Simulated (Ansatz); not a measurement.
LaP: energy above given cell and pressure against volume ratio

Results calculated with Ansatz 0.2.0, not measured. Plane-wave density functional theory, PAW datasets, Gaussian smearing 0.05 eV: equation of state, the given cell scaled in volume with shape and atoms relaxed at each volume.

The cell before it is scaled or strained (space group Fm-3m, No. 225):
```
CELL_PARAMETERS angstrom
0.00000 2.98930 2.98930
2.98930 0.00000 2.98930
2.98930 2.98930 0.00000
ATOMIC_POSITIONS crystal
La 0.50000 0.50000 0.50000
P 0.00000 0.00000 0.00000
```

Settings of every row: paw set soft_2; functional PBEsol; spin treatment none; moment partition spheres; spin axis none; wave cutoff 420 eV; k mesh 10x10x10; symmetry use detected.

Atom hubbard u: 0 on all atoms.

| row | volume ratio | V (Å³/atom) | energy above given cell (meV per atom) | pressure (GPa) |
| --- | --- | --- | --- | --- |
| 1 | 0.96 | 25.644 | ? | ? |
| 2 | 0.98 | 26.178 | 2.64 | 1.623 |
| 3 | 1 | 26.712 | 0 | -0.01 |
| 4 | 1.02 | 27.247 | 2.52 | -1.475 |
| 5 | 1.04 | 27.781 | 9.66 | -2.804 |

Question: what energy above given cell and pressure should row 1 give?

Worked fit of energy above given cell. Take u = (V_r/V)^(2/3) − 1 with V_r = 26.98 Å³ an atom, which is twice the finite (Eulerian) strain; such expansions in the strain, on which the Birch-Murnaghan equation of state is built, carry the rest volume and the bulk modulus. The shown rows have u = 0.02032, 0.00668, -0.00654, -0.01932. Least squares give energy above given cell = 0.651 − 191.46 × u + 14232.3 × u² meV per atom; a straight line predicts inner rows, each left out in turn, worse (root mean square 3.5 against 0.017 meV per atom). The rows lie off it by 0.00, -0.01, 0.01, 0.00. Its lowest point lies at u = 0.0067, or V = 26.71 Å³ an atom, and the curvature there gives the bulk modulus with shape and atoms relaxed, B = (4/9)(1 + u)² E″(u)/V = 76.9 GPa. The withheld row has u = 0.03444, so the fit gives 0.651 − 191.46 × (0.03444) + 14232.3 × (0.03444)² = 10.94 meV per atom.

The calculation gave 11.02 meV per atom. The fit lies 0.08 meV per atom (0.73 % of the column's range) below it; its largest miss of a shown row is 0.01 meV per atom. This row lies beyond the range of the fit.

Worked fit of pressure. Take u = (V_r/V)^(2/3) − 1 with V_r = 26.98 Å³ an atom, which is twice the finite (Eulerian) strain; such expansions in the strain, on which the Birch-Murnaghan equation of state is built, carry the rest volume and the bulk modulus. The shown rows have u = 0.02032, 0.00668, -0.00654, -0.01932. Least squares give pressure = −0.7634 + 111.321 × u + 298.38 × u² GPa; a straight line predicts inner rows, each left out in turn, worse (root mean square 0.075 against 0.008 GPa). The rows lie off it by 0.001, -0.004, 0.004, -0.001. The pressure vanishes at u = 0.0067, or V = 26.71 Å³ an atom, and there the bulk modulus with shape and atoms relaxed is B = −V dP/dV = (2/3)(1 + u) dP/du = 77.4 GPa. The withheld row has u = 0.03444, so the fit gives −0.7634 + 111.321 × (0.03444) + 298.38 × (0.03444)² = 3.424 GPa.

The calculation gave 3.433 GPa. The fit lies 0.009 GPa (0.14 % of the column's range) below it; its largest miss of a shown row is 0.004 GPa. This row lies beyond the range of the fit.
